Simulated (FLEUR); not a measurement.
# Net moment and magnetic energy of Cu3Au-type FeNi3 against cell volume, all-electron PBE

In FeNi3 of the Cu3Au type, iron sits on the cube corners and nickel on the face centres, so each iron atom has twelve nickel nearest neighbours and no iron ones. The composition lies near that of the soft magnetic permalloys, which are used in shields, transformer cores and thin-film sensors, where pressure or a substrate can change the spacing of the atoms. The question is how far such a change alters the moment and the energy gained by spin polarisation. Nine volumes between 0.88 and 1.12 of the measured cell are compared, all with parallel moments. The magnetic energy is counted from the run without spin polarisation at the same volume, and a more negative value means a more stable magnetic state.

## Calculations

FeNi3 (Cu3Au type): the measured cell (COD); 4 atoms in the primitive cell, fractional positions held. First order: parallel (++++). FLEUR MaX-R8.1, all-electron FLAPW in bulk geometry, scalar-relativistic valence, PBE, basis cutoff 3.71 1/bohr, density cutoff 11.1 1/bohr, Fermi-Dirac smearing of 0.05 eV, muffin-tin radii Fe 2.21, Ni 2.21 bohr. Local moments are those inside the muffin-tin spheres. Collinear spins without spin-orbit coupling, 8x8x8 k-points for the first order in every row. Left out of the table: volume 1, ferri ++--, volume 0.97, ferri ++--, volume 1.03, ferri ++--, volume 0.94, ferri ++-- and 5 more (the order lost its pattern). The same in all rows: Kohn-Sham band gap of the first order on its k-point mesh; set to zero under 0.1 eV or twice the smearing width (level spacings that a finite mesh gives in a metal), blank from there to 0.3 eV, where the mesh cannot tell: 0.00 eV.

Notes on method and selection:

- Each run ends in the state reached from its typed start, which may not be the lowest.
- The spheres keep their radius, so sphere moments at unlike sizes cover unlike shares of space.
- Runs that did not converge, have known faults or may not be shown are not listed, and runs on Ansatz's PAW sets soft_1 and soft_2 are kept to separate tables.

Columns:

- relative volume: volume of the cell over its starting value, all lengths scaled alike.
- largest local moment (μB): largest spin moment inside a sphere, first order.
- net moment (μB/cell): net spin moment of the whole primitive cell, first order.
- magnetic energy (meV/cell): free energy of the first order less the run without spin polarisation, per primitive cell.
- energy of strained cell (meV/cell): free energy of the strained cell in the first order above its lowest row, per primitive cell; its curvature gives the bulk modulus (equation of state).

## Numbers

| member | relative volume | largest local moment (μB) | net moment (μB/cell) | magnetic energy (meV/cell) | energy of strained cell (meV/cell) |
| --- | --- | --- | --- | --- | --- |
| relative volume 0.88 | 0.88 | 2.755 | 4.511 | −769.8 | 544.6 |
| relative volume 0.91 | 0.91 | 2.802 | 4.582 | −848.3 | 294.5 |
| relative volume 0.94 | 0.94 | 2.850 | 4.669 | −923.9 | 135.9 |
| relative volume 0.97 | 0.97 | 2.895 | 4.753 | −996.8 | 32.5 |
| relative volume 1 | 1.00 | 2.937 | 4.839 | −1067.2 | 0.0 |
| relative volume 1.03 | 1.03 | 2.976 | 4.915 | −1134.4 | 25.1 |
| relative volume 1.06 | 1.06 | 3.009 | 4.971 | −1197.4 | 85.0 |
| relative volume 1.09 | 1.09 | 3.038 | 5.011 | −1258.7 | 186.2 |
| relative volume 1.12 | 1.12 | 3.063 | 5.034 | −1315.7 | 315.7 |

## The trend and its physics

Expansion raises the net moment and deepens the magnetic energy in every step. From relative volume 0.88 to 1.12 the net moment grows from 4.511 to 5.034 $\mu_\mathrm{B}$ per cell, or by 12 %, while the magnetic energy goes from −769.8 to −1315.7 meV per cell, a factor of 1315.7 / 769.8 = 1.71.

Around the measured cell the slope of the moment is (4.915 − 4.753) / 0.06 = 2.70 $\mu_\mathrm{B}$ per cell per unit of relative volume. A line with this slope through the row at 1.00 meets the other rows from 0.88 to 1.03 within 0.014 $\mu_\mathrm{B}$, whereas the six moments in that range scatter about their mean by 0.12 $\mu_\mathrm{B}$ on average. Above 1.03 the moment falls below the line.

The moment changes slowly because FeNi3 is close to a strong ferromagnet, with a nearly full majority d band. With $N = 8 + 3 \times 10 = 38$ valence electrons, the moment in $\mu_\mathrm{B}$ is $M = 2N_\uparrow - N$. The whole rise therefore needs only (5.034 − 4.511) / 2 = 0.26 electrons per cell to pass from minority to majority states. Expansion probably drives this transfer by lowering the sp states relative to the d states, which draws electrons out of the minority d band, and by closing the last majority d holes.

The energy responds more strongly because it is the difference of two larger terms. In the Stoner picture the exchange gain grows roughly as $M^2$, here by (5.034 / 4.511)² = 1.25. Against it stands the band energy spent on moving electrons into majority states, which scales with the d-band width $W$. With the usual estimate $W \propto V^{-5/3}$, the width changes by (1.12 / 0.88)^(−5/3) = 0.67 over the series. A larger gain and a cheaper transfer together deepen the magnetic energy by much more than the moment alone would suggest.

## Departures from the trend

The row at 1.12 lies farthest from the line for the moment. The line gives 4.839 + 0.12 × 2.70 = 5.163 $\mu_\mathrm{B}$, and the calculation gives 5.034, which is 0.129 lower. The row at 1.09 falls short by 4.839 + 0.09 × 2.70 − 5.011 = 0.071, and the row at 1.06 by 4.839 + 0.06 × 2.70 − 4.971 = 0.030. The likeliest reason is that the majority d band has hardly any holes left to fill, so that one of the two sources of growth dries up.

A different irregularity appears in the energy of the strained cell at 0.94. Cubic interpolation from the two rows on either side gives (−544.6 + 4 × 294.5 + 4 × 32.5 − 0.0) / 6 = 127.2 meV per cell, while the table has 135.9, which is higher by 135.9 − 127.2 = 8.7. The same interpolation of the magnetic energy returns −923.9 meV, exactly the tabulated value. The disturbance is thus common to the runs with and without spin polarisation, which points to the basis: at a fixed cutoff the number of basis functions changes in jumps as the cell is scaled. A bulk modulus taken from a few neighbouring rows would suffer from this, but the magnetic energy does not.

## Worked examples

**How much does the moment change if all lengths change by 1 %?**
The volume goes as the cube of the length, so a stretch of 1 % raises it by about 3 %, to the row at 1.03, and a compression of 1 % lowers it by about 3 %, to the row at 0.97. The moment changes by 4.915 − 4.839 = +0.076 $\mu_\mathrm{B}$ per cell in the first case and by 4.753 − 4.839 = −0.086 in the second, which is less than 2 % either way. This applies to uniform scaling; a film strained only in its plane also changes shape.

**Which row has the largest magnetisation, that is, moment per volume?**
Dividing the net moment by the relative volume gives, in $\mu_\mathrm{B}$ per volume of the measured cell, 4.511 / 0.88 = 5.13 at the smallest cell, 4.839 at the measured cell and 5.034 / 1.12 = 4.49 at the largest. The quotient falls in every step, so the most compressed row has the largest magnetisation although it has the smallest moment. The volume shrinks faster than the moment does.

**Will a cheaper run without spin polarisation do for finding the cell size?**
Its energy, on the same zero as the strained-cell column, is that column minus the magnetic energy. This gives 135.9 + 923.9 = 1059.8 meV per cell at 0.94, 32.5 + 996.8 = 1029.3 at 0.97 and 0.0 + 1067.2 = 1067.2 at 1.00. The lowest row moves from 1.00 to 0.97, and the gaps to its neighbours, 1059.8 − 1029.3 = 30.5 and 1067.2 − 1029.3 = 37.9 meV, are well above the irregularity found at 0.94. Leaving out the spin therefore makes the cell too small, by about 1 % in length on this grid.

## Summary

Between relative volumes of 0.88 and 1.12, FeNi3 keeps a large moment in every row, with no sign of a collapse under compression. Volume acts more strongly on the magnetic energy than on the moment.

Only parallel order is represented, since the runs that lost their starting pattern are left out. The table therefore gives no energy for reversing a moment and no Curie temperature. The magnetic energy is also much larger than the energy of magnetic ordering, because a real paramagnet keeps local moments that the unpolarised reference lacks.

Spin-orbit coupling would add a small orbital moment parallel to the spin, as expected for d shells more than half full, and so raise the total. Thermal disorder of the spins would lower the net moment. PBE tends to overstate the stability of moments in itinerant magnets, so the true magnetic energies may be somewhat less negative.
